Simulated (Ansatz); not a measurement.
## BH3F− (SMILES [BH3-]F): methods side by side

The species is BH3F− (5 atoms), meant as a singlet with charge -1. As SMILES, `[BH3-]F`. The coordinates come from a GFN2-xTB relaxation.

```xyz
5

B    -0.0357    0.0293   -0.0339
F     0.8556   -0.7179    0.8270
H    -1.0673    0.2642    0.5881
H    -0.2746   -0.6513   -1.0275
H     0.5221    1.0757   -0.3536
```

Each level gives the energy change with the B1–H5 bond stretched from 1.228 to 2.456 Å (eV). The values are calculated.

```json
{"level": "HF/STO-3G (restricted)", "kind": "Hartree–Fock", "program": "Ansatz", "value (eV)": "5.92", "less FCI/STO-3G": "+1.35"}
{"level": "PBE/STO-3G (restricted)", "kind": "GGA", "program": "Ansatz", "value (eV)": "3.91", "less FCI/STO-3G": "-0.66"}
{"level": "revPBE/STO-3G (restricted)", "kind": "GGA", "program": "Ansatz", "value (eV)": "3.81", "less FCI/STO-3G": "-0.76"}
{"level": "r2SCAN/STO-3G (restricted)", "kind": "meta-GGA", "program": "Ansatz", "value (eV)": "4.25", "less FCI/STO-3G": "-0.32"}
{"level": "r2SCAN0/STO-3G (restricted)", "kind": "hybrid meta-GGA", "program": "Ansatz", "value (eV)": "4.80", "less FCI/STO-3G": "+0.23"}
{"level": "B2PLYP/STO-3G (restricted)", "kind": "double hybrid", "program": "Ansatz", "value (eV)": "4.63", "less FCI/STO-3G": "+0.06"}
{"level": "RPA@PBE/STO-3G (restricted)", "kind": "RPA", "program": "Ansatz", "value (eV)": "4.09", "less FCI/STO-3G": "-0.48"}
{"level": "CCSDT/STO-3G (restricted)", "kind": "coupled cluster or CI", "program": "Ansatz", "value (eV)": "4.56", "less FCI/STO-3G": "-0.01"}
{"level": "FCI/STO-3G", "kind": "exact in the basis", "program": "Ansatz", "value (eV)": "4.57", "less FCI/STO-3G": "0.00"}
```

FCI/STO-3G is exact within its basis and frozen core, so for wave-function methods in that basis the difference is their error; functionals converge differently with the basis, so for them it is only a difference. A spin-restricted reference rises too steeply as a bond breaks; here HF/STO-3G lie well above the multireference or unrestricted value. Sets without diffuse functions describe the anion poorly. The first shape isn't each level's own minimum. The values span 3.81 to 5.92 eV. All rows use very small basis sets, so none should be taken for the real molecule's value.

Stretching the B–H bond costs 4.57 eV at the FCI level. Restricted Hartree–Fock overshoots this by 1.35 eV, while CCSDT comes within 0.01 eV. The missing ingredient is electron correlation that grows along the stretch: as the σ–σ* gap closes, a single closed-shell determinant cannot adjust the balance between ionic and covalent configurations. Breaking one electron pair is mainly a matter of double excitations, which coupled cluster handles well at this distance.

The semilocal functionals and RPA fall below FCI, whereas r2SCAN0 lies above it. Going from r2SCAN to r2SCAN0 raises the cost from 4.25 to 4.80 eV, probably because exact exchange removes part of the static correlation that semilocal exchange mimics. B2PLYP's close agreement at one stretched geometry does not establish that it would follow the whole curve, since its perturbative part deteriorates as the gap closes.

Nor does the energy change identify the dissociation channel, hydride loss to BH2F or homolytic loss of a hydrogen atom.
